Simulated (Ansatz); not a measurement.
The calculation used DFT PBE, scalar-relativistic, plane waves, PAW (Ansatz 0.2.0). Settings: cutoff 420 eV, Γ-centred meshes spaced at most about 0.3 Å⁻¹, and about 0.25 Å⁻¹ or finer for metals (2π included), Gaussian smearing. No spin polarisation in the final relaxations.

These are static total energies at zero pressure.

Two relaxed structures of In3Sb2As:

A.

Space group P6_3mc (No. 186). a = 4.578 Å, b = 4.578 Å, c = 22.590 Å, α = 90.00°, β = 90.00°, γ = 120.00°
```tsv
atom	site	symmetry	x	y	z
In	2b	3m.	0.6667	0.3333	0.1729
In	2b	3m.	0.6667	0.3333	0.5004
In	2b	3m.	0.6667	0.3333	0.8274
Sb	2b	3m.	0.6667	0.3333	0.6274
Sb	2b	3m.	0.6667	0.3333	0.9552
As	2b	3m.	0.6667	0.3333	0.2921
```

B.

Space group Pmm2 (No. 25). a = 6.002 Å, b = 8.871 Å, c = 3.066 Å, α = 90.00°, β = 90.00°, γ = 90.00°
| atom | site | symmetry | x | y | z |
| --- | --- | --- | --- | --- | --- |
| In | 1a | mm2 | 0.0000 | 0.0000 | 0.4067 |
| In | 2g | m.. | 0.0000 | 0.6744 | 0.9088 |
| Sb | 2h | m.. | 0.5000 | 0.6765 | 0.1371 |
| As | 1c | mm2 | 0.5000 | 0.0000 | 0.2515 |

Question: Which form is favoured at zero pressure, and by what margin per atom?

Answer: A is lower, by 199 meV/atom. A has Sb and As ordered on wurtzite sites, space group P6_3mc (No. 186), 34.2 Å³/atom and no gap on its mesh; B has space group Pmm2 (No. 25), 27.2 Å³/atom and no gap. Counting As or Sb atoms around In (for each partner element, those within 1.25 times its shortest distance or 1.15 times the sum of covalent radii, where it is the nearest in units of that sum or under 1.3; a plus sign parts groups by distance over the sum of covalent radii; a slash parts the counts of unlike sites), A has In 4 and B has In 2/2+2. The lower one is the more open, so pressure narrows the difference. In A, In on its first site is surrounded by 1 As at 2.69 Å and 3 Sb at 2.84 Å; Sb on its first site has 4 In at 2.84–2.87 Å; As is surrounded by 4 In at 2.69–2.76 Å; 3 more sites not described. In B, In on a site of symmetry mm2 is surrounded by 2 As at 3.04 Å, 2 In at 3.07 Å and 4 In at 3.27 Å; around Sb lie 1 As at 2.89 Å, 3 Sb at 3.07–3.13 Å and 2 In at 3.08 Å; around As lie 2 Sb at 2.89 Å, 2 In at 3.04 Å and 2 As at 3.07 Å; 1 more site not described. Both come from invented guesses.

Spin–orbit coupling, which can matter for Sb, is left out. The zero gap of P6_3mc may come from the functional, which often closes small gaps. Cells relaxed within their symmetry can be saddle points.

The preference for A by 199 meV/atom fits the octet rule for III–V compounds. Every bond in its tetrahedral network joins In to a pnictogen, so the valence electrons fill bonding states with both covalent and ionic character. The shorter In–As than In–Sb distances reflect the smaller size of As, a mismatch the network takes up with modest distortion.

B gives up much of this heteropolar bonding. It brings like atoms and the two pnictogens together, and its listed contacts are long for normal single bonds, which suggests weaker, more delocalised bonding. Its denser packing evidently does not repay that loss at zero pressure. Although neither form shows a gap, their bonding is therefore quite different. Compression should favour B over A, but that does not make B the phase that would actually form under pressure.

The ranking does not establish A as the ground state: InAs and InSb both normally adopt zinc blende, and an ordered arrangement on that closely related lattice could well lie at similar or lower energy.
